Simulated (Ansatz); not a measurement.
## ZrSc: the change of pressure and energy above lowest point with volume scale

All results are calculated (Ansatz 0.2.0). Free energy against uniform scaling of the volume at fixed shape and fractions; periodic cell, basis, potentials, k mesh and filling as listed.

The cell before it is scaled or strained (space group P-6m2, No. 187):
```
cell vectors (Å)
   3.2828     0.0000     0.0000
  -1.6414     2.8430     0.0000
   0.0000     0.0000     5.1550
atoms (fractions of the cell vectors)
Zr  0.66667  0.33333  0.00000
Sc  0.00000  0.00000  0.50000
```

Settings of every row: functional PBEsol; dispersion none; potentials PAW; wave cutoff 380.96 eV; density cutoff 1523.8 eV; k mesh 10x10x6; k shift 0x0x0; occupations cold; smearing width 0.05 eV; spin none; SCF threshold exponent -7.

Limits: coarse k mesh, up to 40 meV an atom off; cutoff under the advised one; stress loosely converged; the cell comes from a prototype or a list of computed structures and needn't be the stable phase.

| row | volume scale | V (Å³/atom) | pressure (GPa) | energy above lowest point (meV/atom) |
| --- | --- | --- | --- | --- |
| 1 | 0.92 | 22.131 | ? | ? |
| 2 | 0.9467 | 22.774 | 0.35 | 0 |
| 3 | 0.9733 | 23.414 | -1.77 | 2.9 |
| 4 | 1 | 24.056 | -3.66 | 13.9 |
| 5 | 1.0267 | 24.698 | -5.34 | 31.9 |
| 6 | 1.0533 | 25.338 | -6.82 | 56.3 |
| 7 | 1.08 | 25.98 | -8.12 | 86.3 |

Question: what pressure and energy above lowest point should row 1 give?

Worked fit of pressure. Take u = (V_r/V)^(2/3) − 1 with V_r = 24.377 Å³ an atom, which is twice the finite (Eulerian) strain; such expansions in the strain, on which the Birch-Murnaghan equation of state is built, carry the rest volume and the bulk modulus. The shown rows have u = 0.04639, 0.02723, 0.00888, -0.00868, -0.02545, -0.04157. Least squares give pressure = −4.527 + 95.61 × u + 213.1 × u² − 173 × u³ GPa; a parabola predicts inner rows, each left out in turn, worse (root mean square 0.005 against 0.0021 GPa). All shown rows lie on it to the printed digit. The pressure vanishes at u = 0.0433, or V = 22.87 Å³ an atom, and there the bulk modulus at fixed shape and fractions is B = −V dP/dV = (2/3)(1 + u) dP/du = 78.7 GPa. Letting shape and atoms relax would as a rule lower it, by much in layered, chain or molecular crystals. The withheld row has u = 0.06656, so the fit gives −4.527 + 95.61 × (0.06656) + 213.1 × (0.06656)² − 173 × (0.06656)³ = 2.73 GPa.

The calculation gave 2.71 GPa. The fit lies 0.02 GPa (0.18 % of the column's range) above it; its largest miss of a shown row is 0.00 GPa. This row lies beyond the range of the fit.

Worked fit of energy above lowest point. Take u = (V_r/V)^(2/3) − 1 with V_r = 24.377 Å³ an atom, which is twice the finite (Eulerian) strain; such expansions in the strain, on which the Birch-Murnaghan equation of state is built, carry the rest volume and the bulk modulus. The shown rows have u = 0.04639, 0.02723, 0.00888, -0.00868, -0.02545, -0.04157. Least squares give energy above lowest point = 22.06 − 1031.7 × u + 12181 × u² − 4241 × u³ meV/atom; a parabola predicts inner rows, each left out in turn, worse (root mean square 0.13 against 0.062 meV/atom). All shown rows lie on it to the printed digit. Its lowest point lies at u = 0.0433, or V = 22.87 Å³ an atom, and the curvature there gives the bulk modulus at fixed shape and fractions, B = (4/9)(1 + u)² E″(u)/V = 78.8 GPa. Letting shape and atoms relax would as a rule lower it, by much in layered, chain or molecular crystals. The withheld row has u = 0.06656, so the fit gives 22.06 − 1031.7 × (0.06656) + 12181 × (0.06656)² − 4241 × (0.06656)³ = 6.1 meV/atom.

The calculation gave 6 meV/atom. The fit lies 0.1 meV/atom (1.7 % of the value, 0.12 % of the column's range) above it, one unit of the last digit. This row lies beyond the range of the fit.
